Estimating the higher-excitation tail: extrapolate, or compute the next rank

The BN molecule has a ³Π ground state, and its lowest ¹Σ⁺ state typically lies only about 0.02 eV higher. A gap this small is decided by connected excitations beyond triples, whose cost grows by one to two orders of magnitude per rank. One can estimate the missing tail from increments already in hand, at no extra work, or pay for the next rank. Energies are in eV or meV, and a deviation is always a method's result minus the exact result of the model.

1. The two estimates

Let E_n be the coupled-cluster energy with excitation ranks up to n. Define δ₁ = E_SCF, δ₂ = E₂ − E_SCF and δ_n = E_n − E_(n−1) for n ≥ 3, and let τ_n = E_exact − E_n be the true tail.

Geometric tail. If all later increments keep the ratio r = δ_n/δ_(n−1), with |r| < 1,

G_n = δ_n(r + r² + …) = δ_n r/(1 − r) = δ_n²/(δ_(n−1) − δ_n).

This is Aitken's Δ² process applied to three successive energies. Plain truncation deviates by −τ_n, which for a constant ratio falls by the factor r per rank. With the estimate added the deviation is G_n − τ_n. If the later ratio is a constant r′ ≠ r,

G_n − τ_n = δ_n (r − r′)/[(1 − r)(1 − r′)],

first order in the drift of the ratio. In general the estimate helps exactly when 0 < G_n/τ_n < 2. The sign of G_n is that of δ_(n−1) − δ_n, so a coming change of sign is invisible to it.

Continued fraction. Goodson (2002) proposed

E_cf = δ₁/{1 − (δ₂/δ₁)/(1 − δ₃/δ₂)},

with δ₃ from either (T) or full triples. Put x = δ₂/(1 − δ₃/δ₂) = δ₂ + δ₃ + G₃. Then E_cf = δ₁²/(δ₁ − x), and exactly

E_cf = δ₁ + x + x²/(δ₁ − x) = δ₁ + x + x²/δ₁ + …

The continued fraction is thus the geometric estimate at n = 3 plus a term of order δ₂²/δ₁. That term depends on the zero of energy: adding a constant to the Hamiltonian shifts δ₁ and the exact energy equally but changes x²/(δ₁ − x).

Size consistency. Both forms are homogeneous of degree one in the δ, so they scale properly for identical fragments. For unlike non-interacting fragments A and B the increments add. With a = δ₂ − δ₃ and ρ = δ₃/a, so that G₃ = aρ²,

G_A + G_B − G_AB = [a_A a_B/(a_A + a_B)] (ρ_A − ρ_B)²,

which vanishes only for equal ratios δ₃/δ₂. The term x²/δ₁ has a defect of the same form, with δ₁ in place of a and x/δ₁ in place of ρ.

2. Work and memory

Count in spin-orbitals, o occupied and v virtual, without spin or spatial symmetry; C(p,q) is the binomial coefficient. Rank n has A_n = C(o,n)C(v,n) amplitudes, which set the memory. The largest contraction is the particle ladder: for each amplitude, each of C(n,2) pairs of virtual indices is summed over C(v,2) pairs against ⟨ab‖cd⟩. For I iterations

W_n = I A_n C(n,2) C(v,2) ∝ oⁿ vⁿ⁺², W_(n+1)/W_n = (o − n)(v − n)/(n² − 1).

The (T) correction builds each triple once from 9 index permutations of a sum over v and 9 of a sum over o. It costs 9(o + v)A₃ and stores no triples. Full CI holds C(o + v, o) coefficients, and the double excitations from each, about C(o,2)C(v,2), dominate one iteration. The tail estimates cost a few operations, plus the lower-rank energies that define the two increments.

For BN with frozen 1s cores o = 8. A typical triple-zeta basis of 30 functions per atom gives v = 108, and I = 20 is assumed. The work unit is W₂ = 1.9 × 10¹⁰ multiply-adds per state. The steps to ranks 3, 4, 5 and 6 cost factors 212, 66, 28 and 13, and (T) adds 0.64 unit. The omitted ring contraction, n²ov per amplitude, is 0.60 of the ladder at n = 2 and 0.37 at n = 5; it changes the work ratios by less than a factor of two, so they are quoted to two figures and serve only to rank the choices. Storing ⟨ab‖cd⟩ adds C(v,2)² = 3.3 × 10⁷ numbers at every level.

3. A solvable model

Take N = 8 fermions in two N-fold degenerate levels separated by ε, the Lipkin–Meshkov–Glick model with one added term. J₊ = Σ_p a†_(p,up) a_(p,low) raises one particle, J₋ = J₊†, and n̂ counts the raised particles:

H = E_SCF + ε n̂ − (V/2)(J₊² + J₋²) − W(J₊n̂ + n̂J₋).

The V term plays the part of ⟨ab‖ij⟩ and the W term that of ⟨ab‖ci⟩. The reference |0⟩ fills the lower level. Since n̂|0⟩ = 0, H does not couple it to single excitations, so it is a stationary SCF state with Fock operator εn̂. H conserves J², and the states |k) = J₊ᵏ|0⟩, k = 0…8, of excitation rank k span the multiplet of the reference. They obey J₋|k) = m_k|k − 1) with m_k = k(N − k + 1). For Ψ = Σ c_k|k), c₀ = 1, and correlation energy E, row k of the Schrödinger equation is

(εk − E)c_k = (V/2)[c_(k−2) + m_(k+1)m_(k+2)c_(k+2)] + W[(k − 1)c_(k−1) + k m_(k+1)c_(k+1)].

Row 0 gives E = −(V/2)m₁m₂c₂ with m₁m₂ = 112.

Exact solution. For a trial E, rows 8 down to 3 and row 1 are linear and fix every c_k/c₂. Row 2 then reads g(E)c₂ = V/2, with g(E) = 2ε − E minus the eliminated couplings, and row 0 closes the problem as E g(E) = −112(V/2)². The root continuous with second-order theory is the lowest eigenvalue of the 9 × 9 Hamiltonian matrix.

Coupled cluster. With T = Σ_(j≤n) t_j J₊ʲ, the c_k are the power-series coefficients of exp(Σ t_j yʲ). Multiplying by exp(−T) mixes row k only with lower rows, so the linked equations are equivalent to rows 0…n. Those rows give c₂ … c_(n+2) from E and c₁, and the closure t_(n+1) = t_(n+2) = 0, with t_k the coefficients of ln Σ c_k yᵏ, fixes these two unknowns. For CCSD it reads c₃ = c₁c₂ − c₁³/3 and c₄ = c₂²/2 − c₁⁴/12. For (T), the W term acting on T₂ gives t₃ = 2Wt₂/(3ε), and contraction with T₂ and T₁ gives

E_(T) = −m₁m₂m₃ t₃ (2Wt₂ + Vt₁/2), m₁m₂m₃ = 2016.

Inputs. Each state is a separate copy of the model, and spin coupling is not represented. All inputs are assumed: ε = 40 eV and V = 4 eV for both states, W = 2.0 eV for the more strongly correlated singlet and 1.4 eV for the triplet, δ₁ = −2150.000 eV for the triplet (a typical SCF total energy of BN) and −2149.390 eV for the singlet. The SCF gap of 610 meV was chosen so that the exact model gap has the typical size; it tests nothing. The CCSD amplitudes are t₁ = 0.02372, t₂ = 0.02718 (singlet) and t₁ = 0.01612, t₂ = 0.02664 (triplet).

Increments and tails, meV (singlet | triplet)
δ₂: −6150.3 | −5996.8
E_(T): −285.2 | −133.9
δ₃: −667.7 | −279.1
δ₄: −86.3 | −10.1
δ₅: +31.8 | +10.9
exact E: −6863.9 | −6273.8
τ₃, G₃: −45.9, −81.3 | +2.1, −13.6
τ₄, G₄: +40.5, −12.8 | +12.3, −0.4
τ₅, G₅: +8.7, −8.5 | +1.3, −5.7

The exact model gap, singlet minus triplet, is 19.9 meV. The singlet ratios δ_n/δ_(n−1) are 0.109, 0.129 and −0.368; those of the triplet are 0.047, 0.036 and −1.08, the last outside the range where the series converges. Two nearly equal ratios invite a geometric sum, and the next increment has the opposite sign: projected coupled cluster is not variational, and here rank 4 lies below the exact energy for both states. Of the six pairs (τ_n, G_n) only the singlet at n = 3 satisfies 0 < G/τ < 2.

4. Cost against deviation

The costs belong to the BN orbital counts of section 2 and the deviations to the model gap. The pairing illustrates the trade and predicts nothing for the molecule. "+G" adds the geometric tail to each state, "cf" uses E_cf for each state, and with (T) the increment δ₃ is E_(T).

Method | work, units of W₂ | amplitudes | gap deviation, meV
CCSD | 1 | 1.6 × 10⁵ | +436.6
CCSD(T) | 1.6 | 1.6 × 10⁵ | +285.4
CCSD(T) + G | 1.6 | 1.6 × 10⁵ | +274.6
CCSD(T) cf | 1.6 | 1.6 × 10⁵ | +272.7
CCSDT | 2.1 × 10² | 1.1 × 10⁷ | +48.0
CCSDT + G | 2.1 × 10² | 1.1 × 10⁷ | −19.7
CCSDT cf | 2.1 × 10² | 1.1 × 10⁷ | −23.5
CCSDTQ | 1.4 × 10⁴ | 3.8 × 10⁸ | −28.2
CCSDTQ + G | 1.4 × 10⁴ | 3.8 × 10⁸ | −40.6
CCSDTQP | 3.9 × 10⁵ | 6.2 × 10⁹ | −7.4
CCSDTQP + G | 4.0 × 10⁵ | 6.2 × 10⁹ | −10.2
full CI | 1.1 × 10⁸ | 6.4 × 10¹¹ | 0

First, extrapolation does not repair its inputs: (T) recovers only 43 per cent of the singlet δ₃, and a tail quadratic in δ₃ removes little of the deficit. Here the model departs from the molecule in direction, since for singlet BN (T) is typically expected to overshoot full triples; the (T) rows must not be carried over.

Second, at n = 3 the tails change the gap by −67.7 meV where −48.0 meV is needed, a ratio of 1.41, inside the window from 0 to 2. The gain is partly accidental: the estimate overshoots for both states and has the wrong sign for the triplet.

Third, with full triples the extra term of the continued fraction is −22.2 meV for the singlet and −18.5 meV for the triplet. The net −3.8 meV is 0.19 of the model gap and would shrink to zero if the energy zero were moved far enough. It helps the (T) row and hurts the CCSDT row, in both cases only because its sign is fixed.

The lack of size consistency can be priced as well. Place an H₂ molecule far away, with a typical correlation energy δ₂ = −1.1 eV and δ₃ = 0 because it has two electrons. Every E_n gap is unchanged, but G₃ becomes −67.7 meV for the singlet and −11.4 meV for the triplet, and the CCSDT + G gap moves by +11.4 meV, more than half the model gap.

5. The choice

For a stated accuracy, the cheapest entry is:
within 300 meV: CCSD(T), 1.6 units, with or without a tail;
within 50 meV: CCSDT, 2.1 × 10² units;
within 25 meV, about k_BT at 300 K (25.9 meV): CCSDT + G at the same cost, a target that CCSDTQ misses at 66 times the work;
within 10 meV: plain CCSDTQP, since adding G₅ moves it outside;
within 5 meV: no entry short of full CI; rank 6, at 13 times the work of rank 5, is the next candidate and is not tabulated.

For a stated budget, the smallest deviation is:
10 units: CCSD(T) cf, +272.7 meV;
10³ units: CCSDT + G, −19.7 meV;
10⁵ units, or 10⁹ stored amplitudes: still CCSDT + G;
10⁶ units and 10¹⁰ amplitudes: plain CCSDTQP, −7.4 meV.

These picks use the exact answer, which is unavailable in practice, and the order of the states is a harder demand than any of the first three targets. The model gap comes out as +0.2 meV with CCSDT + G, −3.6 meV with CCSDT cf, −8.3 meV with CCSDTQ and +12.5 meV with CCSDTQP, against 19.9 meV. Nor is the size of the estimated tail a safe uncertainty. The net tail in the gap covers the truncation deviation at n = 3, but at n = 4 it is 12.4 meV against 28.2 meV and at n = 5 it is 2.9 meV against 7.4 meV. The last computed increment of the gap, of magnitude 388.6, 76.2 and 20.8 meV at n = 3, 4 and 5, exceeds the deviation in all three cases. Even at rank 5 that bar is slightly larger than the exact model gap, so without the exact answer the order of the two states would not yet be certain.